**Aluminium on the Bain path: forecasting one row from symmetry**

The table holds the energy change and pressure of aluminium strained tetragonally at fixed volume from bcc (axial ratio 1) to fcc (1.414) and on the flattened side, from plane-wave PAW calculations with LDA in the program Ansatz. The program interpolates both quantities in $\ln r$ with zero slope at the two cubic points, fixes a quintic on rows 1, 1.1, 1.2 and 1.414, and takes the error bar from a cubic and a sextic variant. For the withheld ratio 1.3 it predicts −86.4 ± 4.0 meV/atom and −1.09 ± 0.21 GPa, and the computed values agree within the rounding of the table. The output also shows that the quintic's curvature at bcc is poor and that it fails below ratio 1. It gives $C'\approx-18$ GPa for bcc, a shallow dip near 0.82, and a point-ion energy that makes bcc a minimum where the calculation finds a maximum.

Tetragonal deformation of bcc Al along [001] at a fixed 16.12 Å³/atom (bcc edge 3.182 Å, not relaxed), computed with Ansatz 0.2.0 in scalar-relativistic plane-wave PAW with LDA, no spin polarisation, a 420 eV cutoff, a 24×24×24 k mesh and 0.15 eV Gaussian smearing. Energies are free energies relative to bcc; pressure is positive in compression.

## Program and output

```python
# Table: energy change (meV/atom) and pressure (GPa) of Al on the tetragonal path at fixed volume,
# Ansatz 0.2.0, plane-wave PAW, LDA, 420 eV, 24x24x24 mesh, Gaussian smearing 0.15 eV.
# Tested: interpolation with zero slope at bcc and fcc (symmetry), prediction of the withheld row, point ions.
T = {
    'axial_ratio': [0.65, 0.707, 0.78, 0.85, 0.92, 1.0, 1.1, 1.2, 1.3, 1.414],  # over its starting value
    'energy_change': [171.3, 33.9, -19.1, -19.8, -7.0, 0.0, -13.4, -52.6, -86.4, -96.7],  # meV/atom
    'pressure': [8.64, 3.98, 1.41, 0.57, 0.4, 0.43, 0.26, -0.31, -1.09, -1.61],  # GPa
}
HELD = [8]  # rows withheld from the fit
import numpy as np
from scipy import constants as C
from scipy.special import erfc
r, E, P = (np.array(T[k], float) for k in ('axial_ratio', 'energy_change', 'pressure'))
a0, Z = 3.182, 3                      # cell edge of the same run (A), valence of Al
Cp_rec, B_rec = 23.0, 80.0            # rough recalled fcc C' and bulk modulus, GPa
V = a0**3/2; u = V*1e-21/C.e*1e3      # meV/atom per GPa
x = np.log(r); ib = int(np.argmin(abs(x))); jf = int(np.argmax(r)); t = x/x[jf]
known = [i for i in range(len(r)) if i not in HELD]
mid = [i for i in known if 0 < t[i] < 1]; six = [ib-1] + mid
w = lambda s: s**2*(1-s)**2
def model(y, rows, s):
    base = y[ib] + (y[jf]-y[ib])*(3*s**2 - 2*s**3)
    if not rows: return base
    al = (y[rows] - model(y, [], t[rows]))/w(t[rows])
    return base + w(s)*np.polyval(np.polyfit(t[rows], al, len(rows)-1), s)
a = a0*r**(-1/3); c = a0*r**(2/3); d = np.sqrt(a**2/2 + c**2/4)
n = np.array(np.meshgrid(*[np.arange(-8, 9)]*3)).reshape(3, -1).T
def ewald(a, c):                      # point ions in uniform background, eta = 1/A, meV/atom
    L = np.array([a, a, c]); R = np.linalg.norm(np.vstack([n*L, (n+0.5)*L]), axis=1); R = R[R > 1e-9]
    G2 = ((2*np.pi*n[n.sum(1) % 2 == 0]/L)**2).sum(1); G2 = G2[G2 > 1e-9]
    s = 0.5*(erfc(R)/R).sum() + 2*np.pi/V*(np.exp(-G2/4)/G2).sum() - 1/np.sqrt(np.pi) - np.pi/(2*V)
    return Z**2*C.e/(4*np.pi*C.epsilon_0)*1e13*s
M = np.array([ewald(*p) for p in zip(a, c)]); M -= M[ib]
print('E in meV/atom, P in GPa, lengths in A; miss = model - table; quintic passes through 1, 1.1, 1.2, 1.414')
print('ratio    a     c   d(8) point-ion      E cubic miss quintic miss     P cubic miss quintic miss')
for i in known:
    m = [model(y, q, t[i]) - y[i] for y in (E, P) for q in ([], mid)]
    print(f'{r[i]:5.3f} {a[i]:5.2f} {c[i]:5.2f} {d[i]:5.2f} {M[i]:8.1f} {E[i]:8.1f} {m[0]:9.1f} {m[1]:11.1f} {P[i]:8.2f} {m[2]:8.2f} {m[3]:10.2f}')
k = [ib-1, ib+1]; b3, a2 = np.polyfit(x[k], E[k]/x[k]**2, 1)
print(f"bcc C' from rows {r[k[0]]} and {r[k[1]]} (x^2 and x^3 terms): {1.5*a2/u:.0f} GPa; V = {V:.2f} A^3, 1 GPa = {u:.1f} meV/atom")
cur = lambda q, s: (model(E, q, s+1e-3) - 2*model(E, q, s) + model(E, q, s-1e-3))/1e-6/x[jf]**2*0.75/u
for nm, q in (('cubic', []), ('quintic', mid), ('sextic', six)):
    print(f"C' implied by {nm}: bcc {cur(q, 0.0):.0f} GPa, fcc {cur(q, 1.0):.0f} GPa")
for i in mid:
    print(f'share of bcc-to-fcc change at {r[i]}: t {100*t[i]:.0f} %, E {100*E[i]/E[jf]:.0f} %, P {100*(P[i]-P[ib])/(P[jf]-P[ib]):.0f} %')
j = mid[-1]
print(f'row {r[j]} predicted from row {r[mid[0]]} alone: E miss {model(E, mid[:1], t[j])-E[j]:.1f} meV/atom, P miss {model(P, mid[:1], t[j])-P[j]:.2f} GPa')
for s in (1, 2):
    p = np.polyfit(x[s:s+3], E[s:s+3], 2); xm = -p[1]/(2*p[0])
    print(f'dip by parabola through {r[s]}, {r[s+1]}, {r[s+2]}: ratio {np.exp(xm):.2f}, E {np.polyval(p, xm):.0f} meV/atom')
print(f'ten equal neighbours at ratio {np.sqrt(2/3):.3f}; rows {r[2]} and {r[3]} differ by {E[2]-E[3]:.1f} meV/atom; row {r[3]} above fcc by {E[3]-E[jf]:.1f}')
print('rough P^2 V/2B (recalled B), meV/atom: ' + ', '.join(f'{r[i]}: {P[i]**2*u/(2*B_rec):.0f}' for i in (0, 1, ib, jf)))
k2 = 2*(3*np.pi**2*Z/V)**(1/3)
print(f'G/2kF: bcc 12 at {2*np.pi*np.sqrt(2)/a0/k2:.2f}, 6 at {4*np.pi/a0/k2:.2f}; fcc 8 at {2*np.pi*np.sqrt(3)/c[jf]/k2:.2f}, 6 at {4*np.pi/c[jf]/k2:.2f}; G(002) = 2kF at ratio {(4*np.pi/k2/a0)**1.5:.2f}')
assert E[ib-1] < E[ib] > E[ib+1] and a2 < 0
assert E[jf] == min(E[known]) and P[jf] == min(P[known])
assert E[1] > E[2] and E[3] < E[4] and c[0] < d[0]
for i in HELD:
    dx = x[jf] - x[i]
    print(f'withheld ratio {r[i]}: t {t[i]:.3f}, a {a[i]:.2f}, c {c[i]:.2f}, d(8) {d[i]:.2f} A, point-ion {M[i]:.1f} meV/atom')
    print(f"harmonic step from fcc with recalled C' {Cp_rec:.0f} GPa: {E[jf] + 2/3*Cp_rec*u*dx**2:.1f} meV/atom")
    for nm, y, h, un in (('E', E, 0.05, 'meV/atom'), ('P', P, 0.005, 'GPa')):
        q3, q5, q6 = (model(y, q, t[i]) for q in ([], mid, six)); bar = max(abs(q3-q5), abs(q6-q5))
        rd = sum(abs(model(y + h*(np.arange(len(r)) == m), mid, t[i]) - q5) for m in [ib, jf] + mid)
        print(f'{nm} prediction {q5:.2f} +- {bar:.2f} {un} (cubic {q3:.2f}, sextic {q6:.2f}; table rounding moves it by {rd:.2f})')
        print(f'{nm} computed {y[i]:.2f} {un}, miss {q5-y[i]:+.2f} = {abs(q5-y[i])/bar:.2f} of the bar (cubic {q3-y[i]:+.2f}, sextic {q6-y[i]:+.2f})')
    print(f'computed share of change: E {100*E[i]/E[jf]:.0f} %, P {100*(P[i]-P[ib])/(P[jf]-P[ib]):.0f} %; above fcc by {E[i]-E[jf]:.1f} meV/atom')
    print(f"fcc C' if that step were harmonic: {1.5*(E[i]-E[jf])/(u*dx**2):.0f} GPa")
```

Printed output:

```
E in meV/atom, P in GPa, lengths in A; miss = model - table; quintic passes through 1, 1.1, 1.2, 1.414
ratio    a     c   d(8) point-ion      E cubic miss quintic miss     P cubic miss quintic miss
0.650  3.67  2.39  2.86   1046.7    171.3    -991.8      5588.9     8.64   -25.52     -11.19
0.707  3.57  2.53  2.82    560.4     33.9    -518.4      2403.6     3.98   -13.77      -4.21
0.780  3.46  2.70  2.79    221.2    -19.1    -201.5       696.5     1.41    -5.63      -1.06
0.850  3.36  2.86  2.77     71.8    -19.8     -64.0       160.4     0.57    -1.91      -0.21
0.920  3.27  3.01  2.76     13.9     -7.0     -12.5        19.8     0.40    -0.38      -0.02
1.000  3.18  3.18  2.76      0.0      0.0       0.0         0.0     0.43     0.00       0.00
1.100  3.08  3.39  2.76      6.8    -13.4      -4.5         0.0     0.26    -0.21      -0.00
1.200  2.99  3.59  2.78     11.9    -52.6       0.4         0.0    -0.31    -0.36      -0.00
1.414  2.83  4.01  2.83      4.6    -96.7       0.0         0.0    -1.61     0.00       0.00
bcc C' from rows 0.92 and 1.1 (x^2 and x^3 terms): -18 GPa; V = 16.11 A^3, 1 GPa = 100.5 meV/atom
C' implied by cubic: bcc -36 GPa, fcc 36 GPa
C' implied by quintic: bcc -5 GPa, fcc 7 GPa
C' implied by sextic: bcc -16 GPa, fcc -17 GPa
share of bcc-to-fcc change at 1.1: t 28 %, E 14 %, P 8 %
share of bcc-to-fcc change at 1.2: t 53 %, E 54 %, P 36 %
row 1.2 predicted from row 1.1 alone: E miss 7.5 meV/atom, P miss -0.03 GPa
dip by parabola through 0.707, 0.78, 0.85: ratio 0.82, E -25 meV/atom
dip by parabola through 0.78, 0.85, 0.92: ratio 0.82, E -21 meV/atom
ten equal neighbours at ratio 0.816; rows 0.78 and 0.85 differ by 0.7 meV/atom; row 0.85 above fcc by 76.9
rough P^2 V/2B (recalled B), meV/atom: 0.65: 47, 0.707: 10, 1.0: 0, 1.414: 2
G/2kF: bcc 12 at 0.79, 6 at 1.12; fcc 8 at 0.77, 6 at 0.89; G(002) = 2kF at ratio 1.18
withheld ratio 1.3: t 0.757, a 2.92, c 3.79, d(8) 2.80 A, point-ion 9.0 meV/atom
harmonic step from fcc with recalled C' 23 GPa: -85.8 meV/atom
E prediction -86.38 +- 4.00 meV/atom (cubic -82.38, sextic -88.49; table rounding moves it by 0.13)
E computed -86.40 meV/atom, miss +0.02 = 0.01 of the bar (cubic +4.02, sextic -2.09)
P prediction -1.09 +- 0.21 GPa (cubic -1.31, sextic -1.09; table rounding moves it by 0.01)
P computed -1.09 GPa, miss -0.00 = 0.02 of the bar (cubic -0.22, sextic -0.00)
computed share of change: E 89 %, P 75 %; above fcc by 10.3 meV/atom
fcc C' if that step were harmonic: 22 GPa
```
